**Question: Hartree-Fock gives the deepest 5s level of Zr⁺ and also the largest 5s orbital. How do these fit together?**

I ran Zr⁺ in the high-spin $4d^2\,5s^1$ configuration with five semilocal functionals and with Hartree-Fock, scalar-relativistic throughout.

Zr⁺ in the configuration [Kr] 4d² 5s¹, valence electrons all spin-up, computed with B-spline radial atomic code 1 at the basis-set limit: all-electron, spin-polarised, scalar-relativistic (spin-free one-electron X2C), Fermi nucleus. Open shells are spherical, by fractional occupations in the functionals and a configuration average in Hartree-Fock. The 5s energies are eigenvalues.

```csv
method,rung,share of exact exchange,energy (5s up) (hartree),mean radius (5s up) (bohr),mean inverse r (5s up) (1/bohr),hartree energy (hartree),functional xc energy (hartree)
LDA VWN5,LDA,0,-0.39444,3.3436,0.38482,1472.4,-110.36
PBEsol,GGA,0,-0.38918,3.3448,0.38447,1472.5,-112.34
AM05,GGA,0,-0.38868,3.3466,0.38402,1472.4,-110.57
TPSS,meta-GGA,0,-0.38351,3.3687,0.38062,1472.4,-114.71
r2SCAN,meta-GGA,0,-0.39498,3.3624,0.38156,1472.7,-114.86
Hartree-Fock,Hartree-Fock,100 %,-0.45824,3.5162,0.35964,n/a,n/a
```

Hartree-Fock has the lowest 5s energy, $-0.458$ hartree, and yet the largest mean radius, 3.52 bohr. I had always read a lower orbital energy as a more tightly held, smaller orbital. The functionals don't follow the rungs either: the level rises from LDA to TPSS, then r2SCAN drops back to just below LDA although its orbital is larger. What sets this order, and do the Hartree and xc energies help to explain it?

**Answer**

The energy column holds an eigenvalue $\varepsilon$, and an eigenvalue is the slope of the total energy with respect to the occupation of the orbital, taken at the full orbital. The energy that binds the electron is the whole change of energy as the orbital is emptied. The two are sure to agree in size only when the energy is a straight line in the occupation. That is nearly so in Hartree-Fock and far from so in a semilocal functional, so only the last row of the column comes close to minus its own ionisation energy.

The same calculations give the ionisation energy $I = E(\mathrm{Zr}^{2+}, 4d^2) - E(\mathrm{Zr}^+)$ as a difference of total energies. Define the gap $\Delta = I + \varepsilon$, so that $\varepsilon = -I + \Delta$; this is only an identity, but it separates binding from curvature. The semilocal gaps run from 2.97 eV for LDA down to 2.59 eV for r2SCAN, whereas Hartree-Fock has $-0.16$ eV. Hartree-Fock also has the smallest $I$ of the six rows, 12.31 eV. Its 5s electron is the most weakly bound one, which agrees with its being the most diffuse.

**Where a gap of nearly 3 eV comes from.** Freeze all orbitals and let the 5s spin-up occupation $n$ run from 0 to 1. Let $h$ collect everything linear in $n$: kinetic energy, attraction to the nucleus and Coulomb repulsion by the other electrons. Let $F^0$ be the Slater integral for the repulsion of the 5s charge cloud with itself. With Janak's theorem, $\varepsilon = dE/dn$ at $n=1$,

$$E(n) = hn + \tfrac12 F^0 n^2 + E_{xc}(n), \qquad I = E(0)-E(1),$$

$$\Delta = \tfrac12 F^0 + E_{xc}'(1) - \left[E_{xc}(1)-E_{xc}(0)\right].$$

Two simple cases mark out the scale. If $E_{xc}$ is linear in $n$, the last two terms cancel and $\Delta = F^0/2$. If the 5s electron is alone in its region of space, local exchange goes as $n^{4/3}$; suppose it cancels the self-repulsion exactly at $n=1$, so $E_{xc} = -\tfrac12 F^0 n^{4/3}$. Its slope is then $-\tfrac23 F^0$, and $\Delta = (\tfrac12 - \tfrac23 + \tfrac12)F^0 = F^0/3$. This second case is the instructive one, because the total energy of the electron is free of self-interaction and the eigenvalue is still too high by a third of $F^0$.

A real 5s electron should fall between these cases. Far out it supplies most of the spin-up density, and the $n^{4/3}$ law applies. Further in it is a small addition to the density of the 4d and core electrons, and a small addition changes the local exchange energy linearly in $n$. The two values are reference points, not strict bounds: the power $4/3$ is exact only for LDA exchange, and correlation is ignored. In Hartree-Fock the self-exchange is $-\tfrac12F^0n^2$, which cancels the self-repulsion at every $n$, so the frozen-orbital gap is zero (Koopmans' theorem).

Take LDA as the worked case, with nothing fitted. The eigenvalue in electronvolts and the gap are

$$\varepsilon = -0.39444 \times 27.211 = -10.733\ \text{eV}, \qquad \Delta = 13.707 - 10.733 = 2.97\ \text{eV}.$$

The same run gives $F^0 = 7.32$ eV, so the two cases predict 2.44 and 3.66 eV. The computed gap lies between them, at 0.41 $F^0$. All five semilocal rows do likewise, which supports self-repulsion as the origin of the size of the gap. The window is wide, however, about three times the spread of the five gaps, so it fixes the scale and says nothing yet about the order of the functionals.

Letting the ion relax lowers its energy, and so lowers $I$ and $\Delta$ in every method. Theory therefore reads the small negative Hartree-Fock gap as the relaxation energy of the remaining electrons. It is small, as suits an outer electron that contributes little to the field felt by the shells inside it. If the semilocal rows relax by a similar amount, which is a guess, their frozen-orbital gaps would be 0.38 to 0.43 $F^0$, still inside the window.

**The order among the functionals.** One could try to let orbital size set the gap, $\Delta = cF^0$ with a single constant. Fitted to the five semilocal rows this gives $c = 0.39$ and misses r2SCAN by 0.22 eV, far beyond the rounding of the table. The reason is plain in the numbers: $F^0$ varies by 0.7 % of its mean over these rows and the gap by 14 %. What differs between the functionals is thus the curvature of $E_{xc}(n)$, together with any difference in relaxation, and the runs do not separate those two.

The eigenvalue is the sum of two sequences that pull against each other. The gap shrinks from LDA through the two GGAs, which are nearly equal, to TPSS and then r2SCAN, and this deepens the level. The ionisation energy falls from LDA through the GGAs to TPSS, and this raises the level. From LDA to TPSS the loss of 0.50 eV in $I$ outweighs the loss of 0.21 eV in $\Delta$, so $\varepsilon$ rises by 0.30 eV.

r2SCAN breaks the run because both terms turn the same way relative to TPSS: $I$ is higher by 0.13 eV and the gap smaller by 0.18 eV. Relative to LDA the terms almost cancel, $+0.37$ eV from weaker binding against $-0.39$ eV from the smaller gap. The near equality of the LDA and r2SCAN eigenvalues is therefore a coincidence, and the larger r2SCAN radius goes with its weaker binding. Every shell of the r2SCAN run lies deeper than in TPSS, which is the direction of Hartree-Fock; that its exchange cancels more of the self-repulsion curvature is a plausible guess that no run here tests. In r2SCAN alone the 5s level dips below 4d, but in the semilocal rows the two lie within 0.13 eV of each other, and the 4d level depends on spreading two electrons spherically over five orbitals, so their order may be an artefact of that averaging.

**The size of the orbital.** The mean radius $\langle r\rangle$ grows in the order LDA, PBEsol, AM05, r2SCAN, TPSS, Hartree-Fock, and the mean inverse radius $\langle 1/r\rangle$, which weights the inner parts of the orbital, falls in that same order. The ionisation energy falls in exactly this order too, while the eigenvalue shows no such ranking. Theory makes this reasonable: the uncancelled self-repulsion is the potential of a broad charge cloud, which varies slowly across the orbital, and the constant part of a potential moves the eigenvalue without changing the orbital. The 4d shell gives a contrast: from LDA to Hartree-Fock its level drops by 4.2 eV and it contracts by 1.5 %, whereas the 5s level drops and the orbital swells by 5.2 %. A deeper level can thus go with either change of size.

The link between $I$ and size holds as a ranking, not as a law. For an s electron outside a charge $Z=2$, $E = Z^2/2n_*^2$ and $\langle r\rangle = 3n_*^2/2Z$ give $\langle r\rangle = 3Z/4E$ in atomic units, $n_*$ being the effective quantum number. With $E = I$ this is too small in all rows, by 6 to 11 % of the tabulated radius, and with $E = -\varepsilon$ it is too large by 13 to 16 % in the semilocal rows. The formula treats the core as a point charge, which is crude for a 5s orbital that overlaps the 4d shell.

A fitted power law $\langle r\rangle \propto I^{\,p}$ does not rescue it. The exponent is $-0.51$ for all six rows, set largely by the distant Hartree-Fock point, and $-0.22$ for the five functionals alone. The latter fit underestimates the Hartree-Fock radius, which was left out of it, by 2.8 % of the tabulated value. Neither exponent has a physical meaning; the residuals of the gap fit and of the six-row power law stand in the printed output below.

Why Hartree-Fock binds the 5s electron weakly is standard physics: it has no correlation, so the core and 4d electrons do not polarise away from the outer electron, an effect that binds and contracts a valence s orbital. This fits its $I$ lying 0.82 eV below the tabulated measured value of 13.13 eV, while the functionals lie above it, by 0.07 eV (TPSS) to 0.58 eV (LDA). The more compact Hartree-Fock 4d shell may also screen the 5s electron better, and the two causes can add; their shares are untested. The comparison with measurement leaves out spin-orbit coupling and treats the open shells as spherical (a configuration average in Hartree-Fock, fractional occupations in the functionals) in place of the lowest levels, so one ion is no basis for ranking the functionals by tenths of an electronvolt.

The Hartree energy (classical repulsion of the whole density with itself) and the xc energy are totals for all 39 electrons, dominated by the core. The xc energy spans 4.5 hartree over the functionals while the 5s level spans 0.011 hartree. TPSS and r2SCAN are neighbours in xc energy and sit at opposite ends of the semilocal 5s range, so these columns give no handle on the order.

For another shell or ion the argument suggests asking two separate questions. Within one functional and with frozen orbitals, the offset between the eigenvalue and $-I$ should scale roughly with the self-repulsion $F^0$, so it tends to grow for a more compact orbital, though relaxation of the ion takes part of it back; the larger drop of the 4d level agrees with this without testing it. Binding should be read from total-energy differences, and eigenvalues compared with care across methods whose energy curves differently in $n$.

Output of the analysis:

```
rounding: eigenvalue 0.00014 eV, radius 0.00005 bohr
method: -eps, IE, IE-measured, gap=IE+eps, F0/3, F0/2 (eV), gap/F0
LDA VWN5     10.733 13.707 +0.577 +2.973 2.442 3.662 +0.406
PBEsol       10.590 13.478 +0.348 +2.888 2.441 3.662 +0.394
AM05         10.577 13.462 +0.332 +2.886 2.440 3.660 +0.394
TPSS         10.436 13.202 +0.072 +2.766 2.425 3.637 +0.380
r2SCAN       10.748 13.335 +0.205 +2.587 2.428 3.641 +0.355
Hartree-Fock 12.469 12.310 -0.820 -0.159 2.324 3.486 -0.023
gap = c*F0, semilocal rows: c = 0.386; for HF it gives 2.69 eV against -0.16 eV
  residuals (eV): LDA VWN5 +0.146, PBEsol +0.060, AM05 +0.060, TPSS -0.042, r2SCAN -0.225; worst r2SCAN
semilocal spread/mean: gap 13.7 %, F0 0.7 %
gap - F0/2 (xc curvature plus relaxation, eV): LDA VWN5 -0.69, PBEsol -0.77, AM05 -0.77, TPSS -0.87, r2SCAN -1.05
gap/F0 after adding HF relaxation: LDA VWN5 0.428, PBEsol 0.416, AM05 0.416, TPSS 0.402, r2SCAN 0.377
r2SCAN - LDA VWN5: eps -0.015 = -dIE +0.372 + dgap -0.387 eV; <r> +0.56 %, <1/r> -0.85 %
r2SCAN - TPSS: eps -0.312 = -dIE -0.133 + dgap -0.180 eV; <r> -0.19 %, <1/r> +0.25 %
TPSS - LDA VWN5: eps +0.297 = -dIE +0.504 + dgap -0.207 eV; <r> +0.75 %, <1/r> -1.09 %
Hartree-Fock - LDA VWN5: eps -1.736 = -dIE +1.396 + dgap -3.132 eV; <r> +5.16 %, <1/r> -6.54 %
Coulomb size <r> = 3Z/(4E), Z = 2: <r>, from IE (error %), from -eps (error %), bohr; <r><1/r>
LDA VWN5     3.3436 2.978 (-10.9) 3.803 (+13.7) 1.2867
PBEsol       3.3448 3.028 (-9.5) 3.854 (+15.2) 1.2860
AM05         3.3466 3.032 (-9.4) 3.859 (+15.3) 1.2852
TPSS         3.3687 3.092 (-8.2) 3.911 (+16.1) 1.2822
r2SCAN       3.3624 3.061 (-9.0) 3.798 (+12.9) 1.2830
Hartree-Fock 3.5162 3.316 (-5.7) 3.273 (-6.9) 1.2646
rank correlation of 5s <r> with IE: six rows -1.00, semilocal -1.00
rank correlation of 5s <r> with -eps: six rows +0.20, semilocal -0.40
rank correlation of 5s <r> with 4d <r>: six rows -0.77, semilocal -0.60
power law <r> ~ IE^p: p = -0.51 (six rows), -0.22 (semilocal only); Coulomb value -1
  six-row errors (%): -0.67, +0.14, +0.15, +0.48, +0.16, -0.26
  semilocal fit applied to HF: error -2.79 %
semilocal ranges: eps 0.312 eV, IE 0.504 eV, <r> 0.0251 bohr (0.75 %)
eps(5s) - eps(4d), eV: LDA VWN5 +0.028, PBEsol +0.080, AM05 +0.067, TPSS +0.126, r2SCAN -0.100, Hartree-Fock +2.482
HF - LDA, 4d: level -4.19 eV, <r> -1.45 %
semilocal ranges (hartree): xc 4.50, Hartree 0.3 (rounding 0.05), eps 0.0115
xc r2SCAN - TPSS -0.15 hartree; rank correlation of xc with eps +0.10
Hartree + xc (hartree): 1362.0, 1360.2, 1361.8, 1357.7, 1357.8; HF electron-electron 1359.6
```
